**Problem.** Spins $s_i=\pm1$ occupy an $L\times L$ square lattice, periodic in both directions, with $H=-J\sum_{\langle ij\rangle}s_is_j$ and $J>0$. Length is in lattice spacings, temperature in $J/k$, heat capacity in $k$ per spin. Set $K=J/kT$, $t=(T-T_c)/T_c$, $N=L^2$, $m=N^{-1}\sum_i s_i$.

Data:

- Exact bulk results: $\sinh 2K_c=1$, $\nu=1$, $\beta=1/8$, $\gamma=7/4$, $\alpha=0$.
- Bulk free energy (Onsager, 1944): $N^{-1}\ln Z=\tfrac12\ln(2\sinh2K)+\frac1{2\pi}\int_0^\pi\epsilon(q)\,dq$, with $\cosh\epsilon=\cosh2K\coth2K-\cos q$.
- Its critical form: $C/k\simeq A\ln(1/|t|)+B'$, with $B'=A[\ln(\sqrt2/K_c)-1-\pi/4]$.
- Large-$L$ forms, approximate (Ferdinand and Fisher, 1969): $C_{\max}/k\approx A\ln L+B$ with $A=0.4945$, $B\approx0.20$, and $T_{\max}-T_c\approx0.36\,T_c/L$.
- Numbers of states for $L=4$ at $E/J=-32,-24,-20,-16,-12,-8,-4,0$: 2, 32, 64, 424, 1728, 6688, 13568, 20524, symmetric under $E\to-E$.

Find (a) $T_{\max}$ and $C_{\max}$ for $L=16,64,256$; (b) the factors by which susceptibility peak, critical magnetisation and rounding change from $L=16$ to $64$; (c) the size at which the shift is 0.1 % of $T_c$; (d) the exponent a power-law fit of $C_{\max}$ would return; (e) the full width at half height of the $C$ peak; (f) the error of the large-$L$ forms at $L=4$.

**Margin 1: why one variable decides everything.** Let $f=-N^{-1}\ln Z$ and let $h$ be the field energy per spin divided by $kT$. Coarse-graining by a factor $b$ sends $t\to b^{1/\nu}t$, $h\to b^{y_h}h$, $L\to L/b$, with $y_h=(\beta+\gamma)/\nu$. Stopping at $b\propto L$ gives
$$f_s=L^{-d}F(x,y),\qquad x=tL^{1/\nu},\quad y=hL^{y_h}.$$
A finite system has no singularity, so $F$ is analytic at the origin. The form presumes hyperscaling, $2-\alpha=d\nu$, and fixed shape and boundary conditions. Non-universal scale factors are absorbed in $F$. Each $t$ derivative brings $L^{1/\nu}$ and each $h$ derivative $L^{y_h}$. With $C/k\simeq-\partial_t^2f$, the singular part of $C$ goes as $L^{2/\nu-d}=L^{\alpha/\nu}$. The magnetisation scale is $L^{y_h-d}=L^{-\beta/\nu}$ and the susceptibility scale is $L^{2y_h-d}=L^{\gamma/\nu}$. Here $y_h=15/8$, $y_h-2=-1/8$, $2y_h-2=7/4$. A maximum of a scaling function sits at a fixed $x^*$, and a given fall below it at fixed $x^*\pm\Delta x_\pm$. Shift and rounding therefore both go as $L^{-1/\nu}$.

**Margin 2: which magnetisation, which susceptibility.** $F$ is even in $y$, so $\langle m\rangle=0$ at $h=0$ for every finite $L$. What scales is the distribution, $P(m)=L^{\beta/\nu}p(mL^{\beta/\nu},x)$, which gives $\langle|m|\rangle\propto L^{-\beta/\nu}$ at $T_c$. The true zero-field response obeys $kT\chi=N\langle m^2\rangle$. It scales as $L^{\gamma/\nu}$ at fixed $x$, but it climbs steadily towards $N$ on cooling and has no peak. The peaked quantity is $\chi'=N(\langle m^2\rangle-\langle|m|\rangle^2)/kT$, in $1/J$ per spin. It scales as $L^{d-2\beta/\nu}=L^{\gamma/\nu}$ and has its own $x^*$; the 0.36 belongs to $C$ alone.

**Margin 3: $L^0$ is not $\ln L$.** The pure form with $\alpha=0$ gives a constant peak height. The logarithm comes from the degrees of freedom summed out on the way. Step $n$ adds $b^{-dn}g(b^{n/\nu}t)$ with $g$ analytic, and its $t^2$ term carries $b^{n(2/\nu-d)}$. For $\alpha>0$ the geometric sum grows as $L^{\alpha/\nu}$. For $\alpha<0$ it converges, and $C_{\max}$ tends to a constant. For $\alpha=0$ all $\ln L/\ln b$ steps contribute equally, so
$$f_s=L^{-2}F(tL)-\tfrac12A\,t^2\ln L,\qquad C/k=A\ln L+\Phi(tL).$$
Only $\Phi$ depends on $t$, so its maximum still sits at fixed $x^*=0.36$, and $B=\Phi(x^*)$.

**Margin 4: where 0.4945 comes from.** Put $\mu=2K+\ln\tanh K$. Then $\cosh\epsilon=\cosh\mu+1-\cos q$ exactly, $\mu(K_c)=0$, and $d\mu/dK=2+2/\sinh2K=4$ at $K_c$. For small arguments $\epsilon^2\simeq\mu^2+q^2$, so $\partial_K^2\epsilon\simeq16q^2/(\mu^2+q^2)^{3/2}$. Since $C/k=K^2\partial_K^2(N^{-1}\ln Z)$,
$$C/k\simeq\frac{K_c^2}{2\pi}\int_{q_0}\frac{16\,dq}{q}=\frac{8K_c^2}{\pi}\ln\frac1{q_0}+\text{const}.$$
The cutoff is $q_0\sim|\mu|\simeq4K_c|t|$ in bulk and $q_0\sim1/L$ on the torus, so the same $A$ multiplies $\ln(1/|t|)$ and $\ln L$. With $K_c=\tfrac12\ln(1+\sqrt2)=0.44069$ one gets $A=8K_c^2/\pi=0.4945$, $T_c=2.2692\,J/k$ and $B'=-0.306$.

**Margin 5: the exponent is general, the amplitude is not.** The bulk logarithm is symmetric in $t$, yet $x^*\ne0$. On the torus $Z$ is a sum of four products (Kaufman, 1949), and one contains $2\sinh(L\mu/2)$, odd in $\mu$. That term makes $\Phi$ lopsided. Its weight depends on the aspect ratio, so $x^*$ changes with shape, and where $x^*=0$ the shift falls faster than $1/L$. A lattice model of dimer buckling on Si(001), commonly assigned to this universality class, has anisotropic couplings. Its $L\times L$ cell has another effective aspect ratio, and it inherits the exponents but not 0.36 or 0.20.

**(a)** The shift is $0.36\times2.2692\,J/k=0.82\,J/k$ divided by $L$.

| $L$ | $T_{\max}-T_c$ ($J/k$) | $T_{\max}$ ($J/k$) | $C_{\max}$ ($k$ per spin) |
|---|---|---|---|
| 16 | 0.051 | 2.32 | 1.57 |
| 64 | 0.013 | 2.282 | 2.26 |
| 256 | 0.0032 | 2.272 | 2.94 |

Each doubling of $L$ halves the shift and adds $A\ln2=0.343\,k$ per spin.

**(b)** For a factor 4 in $L$, $\chi'_{\max}$ grows by $4^{7/4}=11.3$, $\langle|m|\rangle_{T_c}$ changes by $4^{-1/8}=0.841$, and the rounding, like the shift, by $4^{-1}=0.25$. These are leading-order ratios, in which the unknown amplitudes cancel.

**(c)** $0.36/L=10^{-3}$ gives $L=360$, or $1.3\times10^5$ spins. There $C_{\max}=3.11\,k$ per spin, about twice the value at $L=16$.

**(d) Margin 6: a logarithm disguised as a power.** The two-point slope $\ln(C_2/C_1)/\ln4$ is 0.26 between $L=16$ and $64$, and 0.19 between $64$ and $256$. The local slope is $1/(\ln L+B/A)$, which vanishes only logarithmically. A fit over one decade would report a positive $\alpha/\nu$. The drift of the slope exposes it, and $C_{\max}$ against $\ln L$ is the plot that is straight.

**(e) Margin 7: half height is the wrong ruler here.** For $\chi'$ the whole curve is $L^{7/4}$ times a function of $x$, so the width at half height goes as $1/L$. For $C$ the size dependence is additive, and only the width at a fixed fall below the maximum goes as $1/L$. Half height requires a fall that grows as $\tfrac12A\ln L$ and is reached in the bulk wings:
$$A\ln\frac1{|t|}+B'=\tfrac12(A\ln L+B)\;\Rightarrow\;|t|=L^{-1/2}e^{(B'-B/2)/A}=\frac{0.44}{\sqrt L}.$$
The full width in $t$ is 0.11 at $L=64$ and 0.055 at $L=256$, that is $0.25\,J/k$ and $0.12\,J/k$. It halves where the rounding falls to a quarter, and read naively it would give $\nu=2$. The use of the bulk wings is consistent. At $L=64$ the edges lie at $|x|=3.5$, and above $T_c$, where the correlation length is $\xi=1/|\mu|$, this means $L/\xi\simeq4K_c|x|=6.2$. The neglected $t\ln|t|$ terms move each edge by a few per cent towards higher $T$ and largely cancel in the width.

**(f) Margin 8: how large is large $L$.** For $L=4$ the counts sum to $2^{16}=65536$, and $C/k=(\langle E^2\rangle-\langle E\rangle^2)/[16(kT)^2]$ can be maximised directly. The exact peak lies at $T_{\max}=2.439\,J/k$ with $C_{\max}=0.816\,k$ per spin. The large-$L$ forms give $2.47\,J/k$ and $0.89\,k$ per spin, too high by $0.034\,J/k$ and $0.07\,k$ per spin. The exact $L\,t_{\max}$ is 0.30 against the limit 0.36. These errors stem from terms dropped in Margin 1, such as the $t^2$ part of the thermal scaling field and the factor $K^2$ in $C$. At $t\sim1/L$ they are smaller by one power of $L$, up to logarithms: $1/L$ in $C_{\max}$ and $1/L^2$ in $T_{\max}$. Scaling the $L=4$ errors by these powers estimates $0.02\,k$ per spin and $0.002\,J/k$ at $L=16$. The last digit of 1.57 is thus uncertain by about two units, and a third decimal of $T_{\max}(16)$ is not supported. At $L=64$ the same estimate gives $0.004\,k$ per spin, comparable with the rounding of $B$ to two decimals.